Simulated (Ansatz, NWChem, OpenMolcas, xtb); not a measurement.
## Ligand exchange: SiF4 + SiH3Cl → Si(SiH3)F3 + ClF

Gas-phase species: SiF4 (silicon tetrafluoride) `F[Si](F)(F)F`, singlet; SiH3Cl `[SiH3]Cl`, singlet; Si(SiH3)F3, singlet; ClF (chlorine monofluoride), singlet. The partners trade F for SiH3: Si–F and Cl–SiH3 bonds give way to Si–SiH3 and Cl–F.

Shapes, held fixed at every level: PBE0-D4/def2-TZVP. Programs: Ansatz 0.2.0, NWChem 7.3.0, OpenMolcas 26.06, xtb 6.7.1. A level may come from different programs for different species; with the same settings they agree closely. The zero-point and thermal change to 298 K, harmonic and unscaled (PBE0-D4/def2-TZVP), is -3.7 kJ/mol.

```
                             level            kind  ΔH(298 K) (kJ/mol)
                          GFN2-xTB  semi-empirical              +445.9
                         HF/STO-3G    Hartree–Fock              +388.7
                          HF/3-21G    Hartree–Fock              +513.5
                       HF/def2-SVP    Hartree–Fock              +570.6
B3LYP/6-31G* (spherical functions)   global hybrid              +505.7
                     PBE0/def2-SVP   global hybrid              +510.2
```

PBE0/def2-SVP gives ΔH(298 K) = +510.2 kJ/mol; the levels span +388.7 to +570.6. GFN2-xTB strays far from the other rows. The median of the levels is +507.9. No measured value is set beside it here. PBE0/def2-SVP lies outside the range of the other correlated levels here, so it shouldn't be taken on trust. Rows in sets without polarisation functions are far from converged.

The exchange is strongly endothermic at every level, so the sign is secure even though the magnitude is not. The thermal contribution of -3.7 kJ/mol is negligible beside the electronic cost of re-pairing the ligands. Both reactant bonds join electropositive silicon to an electronegative halogen and gain much of their strength from that polarity, Si–F above all. The products instead pair silicon with silicon and halogen with halogen, giving a modest Si–Si bond and a weak Cl–F bond strained by lone-pair repulsion. The reaction is therefore a redox process rather than a simple metathesis: chlorine is oxidised from -I to +I while silicon is formally reduced.

In the same def2-SVP basis, PBE0 lowers the Hartree–Fock value from +570.6 to +510.2 kJ/mol, probably because electron correlation matters most for the lone-pair-rich Cl–F bond. With two molecules on each side, entropy can hardly offset such a cost, so equilibrium should lie overwhelmingly with the reactants. How readily ClF would cleave the Si–Si bond in the reverse direction depends on a barrier not computed here.
